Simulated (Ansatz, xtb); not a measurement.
## Redistribution: SiH3(CH3) + CH8OSi2 → SiH3(SiH3) + C2H8OSi

Species: SiH3(CH3) (methylsilane), singlet; CH8OSi2 `CO[SiH2][SiH3]`, singlet; SiH3(SiH3) (disilane), singlet; C2H8OSi `CO[SiH2]C`, singlet. The partners trade CH3 for SiH3; both sit on Si, so the bond types are kept.

Shapes, held fixed at every level: PBE0-D4/def2-TZVP. Flexible molecules stand in one conformer, not always the lowest. Programs: Ansatz 0.2.0, xtb 6.7.1. The zero-point and thermal change to 298 K, harmonic and unscaled (PBE0-D4/def2-TZVP), is -0.4 kJ/mol.

```
               level                    kind  ΔH(298 K) (kJ/mol)  less CCSD(T)/CBS estimate
            GFN0-xTB          semi-empirical                +8.9                      +21.7
         HF/def2-SVP            Hartree–Fock               -11.0                       +1.8
       HF/def2-TZVPP            Hartree–Fock               -10.9                       +1.9
 BHLYP-D4/def2-TZVPP           global hybrid               -12.0                       +0.8
  wB97M-V/def2-TZVPP  range-separated hybrid               -13.1                       -0.3
   B2PLYP/def2-TZVPP           double hybrid               -11.6                       +1.2
     CCSD/def2-TZVPP   coupled cluster or CI               -12.7                       +0.1
CCSD(T)/CBS estimate   coupled cluster or CI               -12.8                        0.0
```

The highest level, CCSD(T)/CBS estimate, gives ΔH(298 K) = -12.8 kJ/mol; the levels span -13.1 to +8.9. They disagree on the sign: 1 of 8 are positive. The column of differences is taken from that level and isn't an error. No measured value is set beside it here. The CBS estimate extrapolates MP2 from def2-TZVPP and def2-QZVPP and adds CCSD(T) − MP2 in the triple-zeta set, cores frozen.

The exchange is modestly exothermic, so methoxy-substituted silicon favours a methyl neighbour over a silyl one relative to the unsubstituted silanes. Because the bond types are conserved, the enthalpy measures a geminal substituent effect rather than a difference between intrinsic Si–C and Si–Si bond strengths. Oxygen withdraws density from silicon, and the resulting positive centre is probably better stabilised by the negatively polarised carbon of methyl than by another electropositive silicon. Negative hyperconjugation from the oxygen lone pairs into the adjacent σ* orbitals may modify this preference, but the reaction enthalpy alone can't separate it from the electrostatic part.

Hartree–Fock already recovers most of the effect, at -10.9 kJ/mol against -12.8 kJ/mol for the highest level, which suggests that it is mainly a matter of bond polarity, with correlation adding a small contribution in the same direction. Only GFN0-xTB reverses the sign, probably because its parametrised description misses how the oxygen substituent changes the balance between Si–C and Si–Si bonding; its result is no real evidence for an endothermic exchange.
